Total-energy errors calculated with Ansatz 0.2.0 for neutral triplet H4Si2, with a hydrogen atom between SiH3 and Si, relative to UCCSDT(Q) in the same cc-pVDZ basis with frozen cores. The geometry is fixed, with rigid fragments from PBE0/def2-TZVP. R and U mean restricted and unrestricted orbitals; "pair" means an active space of four electrons in four orbitals.

```csv
level,"this level less the reference (UCCSDT(Q), same basis) (meV)"
RHF,6251.3
UHF,6119.7
RMP2,1475.7
UMP2,1486.8
CISD,717.5
RCCSD,177.0
UCCSD,174.1
RCCSD(T),39.1
UCCSD(T),38.7
BCCD(T),38.3
RCCSDT,5.6
UCCSDT,5.4
RCCSDT(Q),0.3
CASSCF pair,5867.8
MRCISD pair,650.7
MRCISD+Q pair,21.8
```

## The ladder

The molecule is a triplet with a hydrogen atom on its way between two silicon atoms. Each entry is an error in total energy at this one geometry, measured against a coupled-cluster calculation that is itself approximate. An R marks levels that start from orbitals shared by both spins, a U those that let the two spins have different orbitals.

Three rows form a regular ladder. RHF has no correlation between electrons beyond exchange, RCCSD adds single and double excitations, and RCCSDT adds triples. The error falls by a factor of 35 on the first step and 32 on the second. If the two factors were equal, the middle error would be the geometric mean of the outer two, 187 meV; RCCSD, which took no part in that estimate, has 177 meV.

The near-equality is an observation, not a law. Physically, electrons correlate mainly two at a time, and the correlated motion of three at once is a much smaller correction. Two simple rules seem to follow: levels that solve for the amounts of the same excitations, instead of estimating them to second order as MP2 does, should have similar errors; and a better starting determinant should give a better final energy. CISD breaks the first rule, UMP2 the second.

## First break: CISD

CISD uses the same starting determinant as RCCSD and also admits single and double excitations. Its error is nevertheless 717.5 meV, four times that of RCCSD and about 530 meV above the middle rung of the ladder.

The difference lies in what happens when two separate pairs of electrons are excited at the same time. Together they make a quadruple excitation, which CISD excludes. Coupled cluster includes it as a product of two doubles, at no cost in new unknowns. CISD thus lets one pair correlate only while the others stand still.

A model of $N$ independent pairs shows how much this costs. Let each pair have one excited state at energy $D$, coupled to its ground state by $v$. One pair alone is lowered by $e$, where $e(e+D)=v^2$, and the true lowering of all pairs is $E=Ne$. CISD keeps only the states with one excited pair. Their symmetric combination couples to the ground state by $\sqrt{N}\,v$, which gives the lowering

$$E_{\mathrm{CISD}}=\sqrt{\frac{D^2}{4}+Nv^2}-\frac{D}{2}.$$

## The estimate in full

The twelve valence electrons are counted as $N=6$ pairs, although two of them are in fact unpaired. CCSD is exact for independent pairs, so $E$ is taken from the table as the energy gained from RHF to RCCSD: $6251.3-177.0=6074.3$ meV, or 6.074 eV. For $D$, the orbital energies suggest very roughly 30 to 60 eV for lifting two electrons.

With $D=60$ eV, $Nv^2=E(E/N+D)=6.074\times(1.012+60)\approx 370.6$ eV². Then $E_{\mathrm{CISD}}=\sqrt{900+370.6}-30\approx 5.65$ eV, and the loss is about 0.43 eV. With $D=30$ eV it becomes 0.74 eV. The computed gap between CISD and RCCSD, 0.54 eV, lies between them. The model therefore explains the order of magnitude; its uncertain $D$ allows no finer test.

The same algebra tells how the loss behaves elsewhere. For weak correlation it is close to $N(N-1)e^2/D$: zero for a single pair, and growing faster than the number of pairs. A longer silane chain would suffer more than this molecule.

## Why a richer reference hardly helps

CISD might also fail because one determinant is a poor start. MRCISD tests this by exciting from several configurations, built here from four electrons in four orbitals. The error falls by only 67 meV. The +Q correction, an approximate allowance for the omitted products, then lowers the energy by 629 meV.

Within this choice of orbitals, the omitted products thus matter far more than the extra configurations. The orbitals come from a CASSCF calculation, which can end on a higher solution, and the outputs do not show whether this one is the lowest. The small final error of MRCISD+Q, 21.8 meV, should not be read as a proof of accuracy. The correction is not bound to stay above the exact energy, and errors of opposite sign can cancel. The frozen cores also differ somewhat between levels, which can shift total energies by up to 20 meV, about as much as this whole error.

## Second break: UMP2

UHF starts 131.6 meV below RHF. The two unpaired electrons have the same spin, and exchange acts only between electrons of equal spin. The two members of a closed pair therefore feel different forces, and UHF lets their orbitals differ. This is called spin polarisation.

By CCSD the advantage has shrunk to 2.9 meV. In both cases it is about 2 % of the error that remains in the restricted calculation. If the same held for MP2, which treats correlation to second order, UMP2 would lie 24 to 31 meV below RMP2. Instead it lies 11 meV above, a break of roughly 35 to 42 meV. The constant share is only a smooth guide, but the change of sign does not depend on it. Slightly different frozen cores could matter for a gap this small, but RCCSDT(Q), which starts from the restricted orbitals, lies only 0.3 meV from the unrestricted reference, so they are an unlikely cause.

The parts of the MP2 energy show where the advantage goes. RMP2 gains 70 meV from single excitations, which repair part of the constraint on its orbitals; UMP2 has no such term, because its orbitals are already optimised separately for each spin. RMP2 also gains 72 meV more from double excitations. Together these gains slightly exceed the head start of UHF.

Most of the difference in the doubles comes from electrons of opposite spin, but so does most of the doubles energy itself. Measured against its own size, each part shrinks by nearly the same share from RMP2 to UMP2, about 1.5 % for opposite and 1.6 % for equal spin. This speaks against a cause that acts only on electrons of opposite spin. UHF changes the orbitals and their energies, which enter both parts, and it also mixes a little of higher spin states into the determinant. The numbers do not separate these effects. In CCSD the singles act repeatedly and together with the doubles, so they can largely readjust either set of orbitals. That is why the choice of start almost ceases to matter.

## A closed-shell neighbour

A closed-shell silane near its equilibrium shape makes a useful comparison. With no unpaired spin to polarise the pairs, the restricted and unrestricted solutions normally coincide, and the second break disappears. The first remains, since it depends on the number of correlated pairs and not on their spin. No such silane was calculated here, so this comparison is an expectation and not a result.

## A rule for silicon precursors

Silicon films for electronic devices are grown from silanes, whose fragments can also exchange hydrogen, though the bare silicon atom that takes it up here is only one possible partner. The errors in the table are not barrier errors, since part of them would cancel between two geometries. The CISD loss, however, does not cancel reliably when a molecule breaks into fragments, because it depends on how many pairs are treated together. For such reactions, first choose a method that keeps the products of double excitations; for open shells, do not judge an MP2 energy by how low its starting determinant lies.

The output below is for the triplet H4Si2 only. It gives the ladder, the pair model and the split of the MP2 energies.

Printed output of the fit:

```
Error ratio RHF to RCCSD: 35.32
Error ratio RCCSD to RCCSDT: 31.61
Middle rung predicted by geometric mean, meV: 187.1
CISD error less predicted middle rung, meV: 530.4
CISD error divided by RCCSD error: 4.054
CISD error less RCCSD error, meV: 540.5
Six-pair model of CISD loss at 30 eV excitation energy, meV: 742.6
Six-pair model of CISD loss at 60 eV excitation energy, meV: 428.7
Gain from CISD to MRCISD, meV: 66.8
Gain from the +Q correction, meV: 628.9
Gain from RHF to CASSCF, meV: 383.5
Unrestricted advantage at Hartree-Fock, meV: 131.6
Unrestricted advantage at MP2, meV: -11.1
Unrestricted advantage at CCSD, meV: 2.9
Advantage as share of RHF error, percent: 2.105
Advantage as share of RCCSD error, percent: 1.638
MP2 advantage expected from Hartree-Fock share, meV: 31.07
MP2 advantage expected from CCSD share, meV: 24.18
MP2 break against Hartree-Fock share, meV: 42.17
MP2 break against CCSD share, meV: 35.28
Restricted MP2 singles term that UMP2 lacks, meV: 70.24
Restricted less unrestricted MP2 doubles gain, meV: 72.45
Opposite-spin part of that doubles difference, meV: 61.68
```
